Problem: counting the methyl groups that trimethylaluminium loses in its own pulse

Statement

Aluminium oxide is grown by atomic layer deposition at 200 °C from trimethylaluminium, Al(CH₃)₃ (TMA), and water. One cycle is a 2 s TMA dose, a 28 s purge, a 2 s H₂O dose and a 28 s purge, so each half-cycle lasts 30 s. Both doses saturate, and growth has long reached its steady state on the oxide itself. A quartz crystal microbalance follows the mass. The crystal is polished, its back face is purged with inert gas and stays uncoated, and the frequency is read at the end of each purge.

The readings below are illustrative. They were chosen to resemble typical behaviour of this process and are not measurements.

Frequency change over the TMA half-cycle, cycle average: −2.660 Hz
Frequency change over the H₂O half-cycle, cycle average: −0.260 Hz
Baseline drift with carrier gas alone, taken as constant and exactly known: −0.0020 Hz/s
Standard uncertainty of each averaged step: 0.020 Hz
Crystal: AT-cut quartz, f₀ = 6.000 MHz, with typical room-temperature values ρq = 2.648 g/cm³ for the density and μq = 2.947 × 10¹¹ g/(cm s²) for the shear modulus
Atomic masses in g/mol: Al 26.982, C 12.011, H 1.008, O 15.999
Film density: approximately 3.0 g/cm³
Van der Waals radius of a methyl group: approximately 0.20 nm

(a) Find the mass change of each half-cycle and the ratio R of the cycle mass to the mass of the TMA step.
(b) Derive the relation between R and x, the mean number of methyl groups per adsorbed TMA that leave as CH₄ during the TMA half-cycle, and find x.
(c) Write both half-reactions and account for the mass of the water step.
(d) Find the areal densities of Al, of remaining CH₃ and of consumed OH, and the growth per cycle.
(e) Find the statistical uncertainty of x.
(f) Find how x changes if the film retains 2 at.% hydrogen as hydroxyl, and if 0.05 H₂O per Al desorbs during the TMA half-cycle.

Conventions: Δm is mass per geometric area in ng/cm², positive for a gain. Index 1 marks the TMA half-cycle with its purge, index 2 the water half-cycle with its purge, and index 0 the full cycle, so Δm₀ = Δm₁ + Δm₂. All molar quantities are per mole of deposited Al. The sign ‖ stands for the solid.

Solution

(a) From hertz to nanograms

The crystal oscillates in a thickness-shear mode with half a wavelength across its thickness d, so f₀ = v/(2d) with v = √(μq/ρq). A thin rigid film acts like extra quartz of the same mass, Δd = Δm/ρq. Then Δf/f₀ = −Δm/(ρq d), and eliminating d gives the Sauerbrey relation (1959):

Δm = −C Δf, C = √(ρq μq)/(2f₀²)  (1)

The acoustic impedance is √(ρq μq) = 8.834 × 10⁵ g/(cm² s), and 2f₀² = 7.2 × 10¹³ s⁻², so C = 12.269 ng/(cm² Hz). The quartz constants are room-temperature values and the crystal is hot, so the last digits of C serve only to carry the arithmetic.

Predict: the drift is the same in both half-cycles. Does it cancel from the ratio R, and if not, which way does it push R?

It does not cancel. Over 30 s the drift adds −0.060 Hz to each step, which imitates a gain of 0.74 ng/cm². It enters the cycle total twice and the first step once. Subtracting it gives

Δf₁ = −2.600 Hz, Δf₂ = −0.200 Hz, Δf₀ = −2.800 Hz
Δm₁ = 31.90 ng/cm², Δm₂ = 2.45 ng/cm², Δm₀ = 34.35 ng/cm²
R = Δm₀/Δm₁ = 2.800/2.600 = 1.077

The raw readings would have given R = 2.920/2.660 = 1.098, which is too high. The drift is small against the TMA step but amounts to 30 per cent of the true water step, and R − 1 = Δm₂/Δm₁ is in effect a reading of the water step.

Predict: suppose the crystal were rough, or its back face were coated as well. What would happen to Δm₀ and to R?

More surface takes up more mass per geometric area, so Δm₀ rises. Both steps rise by the same factor as long as the chemistry is the same everywhere, and R is unchanged. The constant C cancels too. This is the strength of the method: R needs no calibration of the balance.

(b) Why the ratio counts ligands

Take a precursor MLₙ with n singly charged ligands and let N be the amount of metal that stays on the surface per cycle, in mol/cm². In the first half-cycle each retained molecule brings the mass M(MLₙ). On average x of its ligands take a proton from a surface hydroxyl group and leave as HL. The proton belonged to the solid, so the balance loses the whole mass of HL and not only that of L:

Δm₁ = N [M(MLₙ) − x M(HL)]  (2)

Predict: what is Δm₀? Does it depend on x?

In the steady state the surface ends each cycle with the same termination as it began. The terminating groups then drop out of the difference, and what remains is buried film: one film unit for each metal atom, where the film unit is the formula of the film normalised to one metal atom.

Δm₀ = N M(film unit)  (3)

No x appears. Whatever ligands survive the first step leave in the second. Dividing (3) by (2) removes N:

R = M(film unit)/[M(MLₙ) − x M(HL)]  (4)

x = [M(MLₙ) − M(film unit)/R]/M(HL)  (5)

Predict: for alumina, does the film unit weigh about 102 g/mol or about 51 g/mol?

One TMA molecule delivers one Al atom, so the unit is AlO₁.₅, half of Al₂O₃. For the same reason it does not matter that TMA vapour contains dimers at low temperature: the count is per Al atom. The molar masses are

M(TMA) = 26.982 + 3 × (12.011 + 3 × 1.008) = 72.087 g/mol
M(CH₄) = 16.043 g/mol
M(H₂O) = 18.015 g/mol
M(AlO₁.₅) = 26.982 + 1.5 × 15.999 = 50.9805 g/mol

Rounded to integers, (4) becomes R = 51/(72 − 16x). The table gives the mass of each step per mole of Al, the second being M(AlO₁.₅) minus the first.

x | TMA step (g/mol) | H₂O step (g/mol) | R
0 | 72.09 | −21.11 | 0.707
1 | 56.04 | −5.06 | 0.910
1.5 | 48.02 | 2.96 | 1.062
2 | 40.00 | 10.98 | 1.274
3 | 23.96 | 27.02 | 2.128

Since 0 ≤ x ≤ 3, a ratio outside 0.707 to 2.128 cannot come from this scheme and points to etching, decomposition, unfinished purges or a thermal artefact.

Predict: before calculating, place R = 1.077 in the table.

It lies just above the row x = 1.5. With the unrounded ratio,

M(AlO₁.₅)/R = 50.9805 g/mol × 2.600/2.800 = 47.339 g/mol
72.087 g/mol − 47.339 g/mol = 24.748 g/mol
x = 24.748 g/mol / 16.043 g/mol = 1.543

In words, each mole of adsorbed Al weighs 47.339 g after the purge in place of 72.087 g, and the missing 24.748 g is read as methane. The integer form gives x = 1.540, lower by 0.002, which part (e) will show to be insignificant. The uncorrected readings give x = 1.599, higher by 0.056, which is not.

(c) The half-reactions

The TMA step is

x ‖OH + Al(CH₃)₃ → ‖OₓAl(CH₃)₃₋ₓ + x CH₄

For the water step let a molecules of H₂O be taken up and b of CH₄ be released per Al, let the film be AlOₚ free of carbon and hydrogen, and require that the x hydroxyl groups are restored:

‖OₓAl(CH₃)₃₋ₓ + a H₂O → AlOₚ + x ‖OH + b CH₄

Predict: does the net water uptake a depend on x?

Carbon gives b = 3 − x. Hydrogen gives 3(3 − x) + 2a = x + 4b, so 2a = 3. Oxygen gives x + a = p + x, so p = a. Hence a = p = 3/2 for every x, and the two steps add to Al(CH₃)₃ + 1.5 H₂O → AlO₁.₅ + 3 CH₄. With x = 1.543, methane leaves as 1.543 molecules per Al in the first step and 1.457 in the second, that is a fraction 0.514 in the TMA half-cycle.

The mass of the water step per mole of Al is

1.5 × 18.015 g/mol − (3 − x) × 16.043 g/mol = 27.0225 g/mol − 23.381 g/mol = 3.641 g/mol

where the unrounded x was used. This step changes sign where 1.5 water molecules weigh as much as 3 − x methane molecules, at x = 1.316, the point R = 1.

Predict: replacing CH₃ by OH adds mass, since OH is heavier. How then can the water step lose mass for x below 1.316?

Simple exchange uses 3 − x water molecules and leaves 3 − x hydroxyl groups, while the steady state needs x of them. For x < 1.5 the surplus 3 − 2x condenses in pairs, 2 ‖OH → ‖O‖ + H₂O, and 1.5 − x water molecules leave again. Below x = 1.316 this loss outweighs the gain from exchange. For x > 1.5 the reverse occurs and x − 1.5 extra molecules split across Al–O–Al bridges. In both cases the net uptake is (3 − x) + (x − 1.5) = 1.5. Here the extra uptake is 0.043 H₂O per Al.

Predict: 3.641 g/mol multiplied by N reproduces Δm₂. Is that a test of the model?

With N = 0.674 nmol/cm² from part (d) the product is 2.45 ng/cm², as read. It tests the arithmetic only. Two readings fixed two unknowns, N and x, and nothing is left over with which to test the chemistry.

The value 1.543 is also only a mean. If every TMA lost either one or two methyl groups, the fractions would be 0.457 and 0.543. If a fraction 0.10 attached without releasing methane, for example by splitting across an Al–O–Al bridge, fractions of 0.257 and 0.643 would give the same x. The balance cannot tell these populations apart.

(d) Areal densities and growth per cycle

These quantities, unlike R, depend on C and on the crystal being smooth and coated on one face. From (3),

N = 34.35 ng/cm² / 50.9805 g/mol = 0.674 nmol/cm²

Multiplying by the Avogadro constant gives 4.06 × 10¹⁴ cm⁻², and since 1 cm² = 10¹⁴ nm² this is 4.06 Al/nm² per cycle. Then

CH₃ left after the TMA purge: 1.457 × 4.06 nm⁻² = 5.9 nm⁻²
OH consumed: 1.543 × 4.06 nm⁻² = 6.3 nm⁻²
Growth per cycle: 34.35 × 10⁻⁹ g/cm² / 3.0 g/cm³ = 1.1 × 10⁻⁸ cm = 1.1 Å

Predict: is 4.06 Al/nm² a full monolayer of oxide?

The number density of Al in the film is 3.0 g/cm³ × N_A / 50.9805 g/mol = 35.4 nm⁻³. Defining a monolayer as one plane of a simple cubic array of that density gives 35.4^(2/3) = 10.8 nm⁻², so a cycle deposits about 0.38 of a monolayer.

The methyl groups suggest one reason. Discs of radius ρ in a hexagonal close packing occupy 2√3 ρ² each, which is 0.139 nm² for ρ = 0.20 nm, so a flat layer holds at most 7.2 nm⁻². The 5.9 nm⁻² found above is 0.82 of that limit. Read backwards, the limit demands (3 − x) × 4.06 nm⁻² ≤ 7.2 nm⁻², or x ≥ 1.2. This bound rests on the absolute mass and not on R, so it is separate information, but it is rough: the radius is approximate and the methyl groups need not lie in one plane.

(e) Statistical uncertainty

Equation (5) is linear in r = 1/R = Δm₁/Δm₀ = 0.9286:

x = 4.493 − 3.178 r

where 4.493 = M(TMA)/M(CH₄) and 3.178 = M(AlO₁.₅)/M(CH₄). Let a₁ = 2.600 Hz and a₂ = 0.200 Hz be the magnitudes of the steps, so r = a₁/(a₁ + a₂).

Predict: which of the two steps controls the uncertainty of x when both are uncertain by 0.020 Hz?

∂r/∂a₁ = a₂/(a₁ + a₂)² = 0.0255 Hz⁻¹
∂r/∂a₂ = −a₁/(a₁ + a₂)² = −0.3316 Hz⁻¹

The small step dominates by the factor a₁/a₂ = 13, because a change in a₁ moves numerator and denominator of r almost together. Treating the steps as independent, σ(r) = 0.020 Hz × √(0.0255² + 0.3316²) Hz⁻¹ = 0.00665, and σ(x) = 3.178 × 0.00665 = 0.021. In terms of R the slope is dx/dR = 3.178/R² = 2.74, and σ(R) = R² σ(r) = 0.008.

The two steps share the reading taken after the TMA purge. If the whole 0.020 Hz sat in that one reading, a₁ and a₂ would shift oppositely with a fixed sum, and x would shift by 3.178 × 0.020/2.800 = 0.023. The size is nearly the same, so x = 1.54 ± 0.02 stands under either treatment.

(f) What the simple balance leaves out

Hydrogen in the film. Buried hydroxyl makes the film unit AlO₁.₅·yH₂O, with 2.5 + 3y atoms of which 2y are hydrogen.

Predict: the film unit becomes heavier. Does x rise or fall?

Setting 2y/(2.5 + 3y) = 0.02 gives y = 0.0258. The unit gains y × 18.015 g/mol = 0.464 g/mol, or 0.9 per cent. Equation (2) is unchanged and (3) holds with the heavier unit, so by (5) a change δM of the film unit shifts x by −δM/(R M(CH₄)). Here the shift is −0.027 and x = 1.516. The same cycle mass now holds fewer Al atoms, each accounts for more of Δm₁, and so less methane has left. Retained carbon works in the same direction but weakly: a methyl group in place of half an oxygen adds 7.04 g/mol, so 0.01 CH₃ per Al shifts x by −0.004.

Water lost in the wrong half-cycle. Equation (2) assumes that methane is the only species that leaves between the start of the TMA dose and the end of its purge. Hydroxyl groups can go on condensing slowly, and water held from the preceding dose can go on desorbing. Let w H₂O per Al leave in this window. The water dose makes up the loss in the steady state, so Δm₀ is unchanged, but

Δm₁ = N [M(TMA) − x M(CH₄) − w M(H₂O)]

Predict: what does equation (5) now return?

It assigns all missing mass to methane and returns

x(apparent) = x + w M(H₂O)/M(CH₄) = x + 1.123 w

For w = 0.05 the excess is 0.056, and the true exchange number is 1.486. The water concerned is only 0.20 molecules per nm², or 0.607 ng/cm², or 0.049 Hz. A sign of it is a baseline that still slopes towards lower mass at the end of the water purge. A mass spectrometer that integrates the methane signal in each half-cycle responds to x alone: it would find the fraction 0.514 in the TMA half-cycle for w = 0 and 0.495 for w = 0.05. Telling these apart needs that fraction to better than 0.019.

Result

The shifts in x are +0.056 for an uncorrected drift, −0.027 for 2 at.% hydrogen, −0.004 for 0.01 retained CH₃ per Al and −0.056 for w = 0.05, against a statistical uncertainty of 0.021. With hydrogen and water loss together x would be 1.46. These shifts hardly touch the question whether the water step ends in net condensation or net hydration of bridges. The criterion x = 1.5 of part (c) holds for y = w = 0. In general the water step takes up 1.5 + y + w molecules per Al, and the uptake beyond simple exchange is e = x − 1.5 + y + w. It is 0.043 for the simple balance, 0.042 with 2 at.% hydrogen, 0.036 for w = 0.05 and 0.035 for both together. It stays positive and nearly constant because Δm₂/N = (3 − x) × 1.972 g/mol + e × 18.015 g/mol, where 1.972 g/mol = M(H₂O) − M(CH₄), depends only weakly on x at fixed e, so the water step fixes e almost directly. Net hydration is therefore favoured, with two reservations. The value of e is only about twice its statistical uncertainty of 0.021. And if w is molecularly held water and not condensing hydroxyl, it returns without splitting a bridge and must be left out of e, which gives −0.014 for w = 0.05 and y = 0.

The model's answer for these illustrative inputs is R = 1.077 ± 0.008 and x = 1.54 ± 0.02 if the film is pure AlO₁.₅ and only methane leaves in the TMA half-cycle, and x ≈ 1.5 once the neglected terms are admitted, with about 4.1 Al/nm² and 1.1 Å per cycle. The inputs were chosen to reproduce what is typical of TMA and water near 200 °C, about 1 Å per cycle with roughly half of the methane released in the TMA pulse, so these numbers illustrate the method and are no evidence about the real process.